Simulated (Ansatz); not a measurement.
Computed with DFT PBE, scalar-relativistic, plane waves, PAW (Ansatz 0.2.0). All cells share a 420 eV cutoff and Γ-centred k meshes spaced at most about 0.3 Å⁻¹ (about 0.25 or finer for metals, 2π included). Collinear spin in cells that started with moments and kept them past the coarse steps, no spin elsewhere.

Energies over the elements count from the elements' standard structures at the same level (N₂ as a molecule), with no fitted energy shifts.

A relaxed structure of AlCoC4N4 has 18.05 Å³/atom, +0.10 eV/atom against the elements, no gap on its mesh, a net moment of 0.20 μB/atom:

```
Al Co C N
1.0
     5.65168    0.00000    0.00000
     0.00000    5.65168    0.00000
     0.00000    0.00000    5.65168
Al Co C N
1 1 4 4
Cartesian
  2.8258 2.8258 2.8258
  0.0000 0.0000 0.0000
  1.0823 1.0823 1.0823
  1.0823 4.5694 4.5694
  4.5694 1.0823 4.5694
  4.5694 4.5694 1.0823
  1.7633 1.7633 1.7633
  1.7633 3.8884 3.8884
  3.8884 1.7633 3.8884
  3.8884 3.8884 1.7633
```

Question: Cu takes the place of Co on the same sites, and the cell is relaxed. What changes?

Answer: AlCuC4N4 has a = 5.704 Å: 18.56 Å³/atom, +0.055 eV/atom against the elements, a gap of 3.97 eV on its mesh. The volume per atom changes by +2.8 % and the formation energy by -0.05 eV/atom (from unrounded values). The gap opens. The moments change too, so the valence or magnetic state isn't the same. Covalent radii: Co 1.26 Å, Cu 1.32 Å; electronegativities 1.88 and 1.90. The cell follows the size of the atom. Al is surrounded by 4 N at 1.84 Å; around Cu lie 4 C at 1.92 Å; C is surrounded by 1 N at 1.17 Å and 1 Cu at 1.92 Å; N has 1 C at 1.17 Å and 1 Al at 1.84 Å.

```xyz
10
Lattice="5.7042 0.0000 0.0000 0.0000 5.7042 0.0000 0.0000 0.0000 5.7042" Properties=species:S:1:pos:R:3 pbc="T T T"
Al    2.8521    2.8521    2.8521
Cu    0.0000    0.0000    0.0000
C     1.1096    1.1096    1.1096
C     1.1096    4.5947    4.5947
C     4.5947    1.1096    4.5947
C     4.5947    4.5947    1.1096
N     1.7876    1.7876    1.7876
N     1.7876    3.9167    3.9167
N     3.9167    1.7876    3.9167
N     3.9167    3.9167    1.7876
```

The two cells were relaxed from separate starts that ended on the same group and sites; neither need be the stable form of its compound. Kohn–Sham gaps at this level usually fall short of measured ones. In such compounds of Co a zero gap at this level may well be an artefact, since no Hubbard U is applied. The reference form of C is held partly by dispersion forces, which this level lacks. The magnetic state reached may not be the lowest. Cells relaxed within their symmetry can be saddle points. Some candidate types were left out of the draw beforehand, so a known form may be missing.

Replacing Co with Cu turns a gapless magnetic cyanide framework into one with a wide gap, and electron count explains this better than atomic size. With Al(III) and cyanide anions, both transition metals are formally monovalent. Cu(I) has a filled 3d shell, whereas tetrahedral Co(I) has holes in its t2 levels, and the moment of 0.20 μB/atom fits the expected triplet. In the cubic cell the minority-spin t2 set is degenerate and partly filled, so a band gap would probably also require orbital order or a Jahn–Teller distortion.

The expansion sits almost entirely in the metal–carbon links, while Al–N hardly changes. The slightly shorter C–N bond in the Cu compound suggests weaker back-donation into cyanide π* orbitals, as expected for the deeper 3d shell of Cu.

Both compounds lie above the elements in energy, which doesn't rule out metastable frameworks. The lower formation energy with Cu is no direct measure of stronger Cu–C bonding, since it also contains the different cohesion of the two elemental metals.
